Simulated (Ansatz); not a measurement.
# How methods differ on BSiH4 (SMILES [BH][SiH3])

BSiH4: 6 atoms, total charge 0, spin state doublet. SMILES: `[BH][SiH3]`. The shape is that of a GFN2-xTB optimisation.

Each level gives the vertical ionisation energy (to the singlet cation) (eV). The values are calculated.

| level | kind | program | value (eV) | less FCI/STO-3G | CPU time (all runs) |
| --- | --- | --- | --- | --- | --- |
| UHF/STO-3G | Hartree–Fock | Ansatz | 5.82 | +0.38 | 0.38 s |
| USVWN5/STO-3G | LDA | Ansatz | 5.87 | +0.43 | 2.1 s |
| U-revPBE/STO-3G | GGA | Ansatz | 6.15 | +0.71 | 5.3 s |
| UBHLYP/STO-3G | global hybrid | Ansatz | 6.29 | +0.85 | 5 s |
| U-wB97M-V/STO-3G | range-separated hybrid | Ansatz | 6.06 | +0.62 | 46 s |
| UHSE06/STO-3G | range-separated hybrid | Ansatz | 6.28 | +0.84 | 5.8 s |
| UB2PLYP/STO-3G | double hybrid | Ansatz | 6.02 | +0.58 | 6 s |
| RPA@PBE/STO-3G | RPA | Ansatz | 5.32 | -0.12 | 7.5 s |
| UBCCD(T)/STO-3G | coupled cluster or CI | Ansatz | 5.45 | +0.01 | 0.96 s |
| FCI/STO-3G | exact in the basis | Ansatz | 5.44 | 0.00 | 12 s |

FCI/STO-3G is exact within its basis and frozen core, so for wave-function methods in that basis the difference is their error; functionals converge differently with the basis, so for them it is only a difference. The values span 5.32 to 6.29 eV. All rows use very small basis sets, so even the best lies far from the true value. Times are those of the runs behind each value, whatever else they computed, on shared processors of several kinds: orders of magnitude only.

Ionisation here removes the unpaired electron, which sits mainly in a σ-type hybrid on two-coordinate boron, and leaves a closed-shell, strongly electron-deficient cation. Hartree–Fock puts this step 0.38 eV too high, so correlation stabilises the cation more than the radical, contrary to the usual pattern. No electron pair is lost, and the vacated boron orbital probably becomes available for correlating the B–H and B–Si bonding pairs. Coupled cluster recovers nearly all of this effect, which suggests that neither state has troublesome multireference character.

All the density functionals, including the double hybrid, lie above the exact result, and only RPA falls below it. Their order doesn't follow the share of exact exchange: revPBE lies between the range-separated hybrids, and Hartree–Fock lies below every functional. The absolute values are probably too low, because a minimal basis cannot adapt to the more diffuse charge of the neutral radical. The adiabatic energy remains open, and it could be appreciably lower because two-coordinate boron cations favour a linear arrangement.
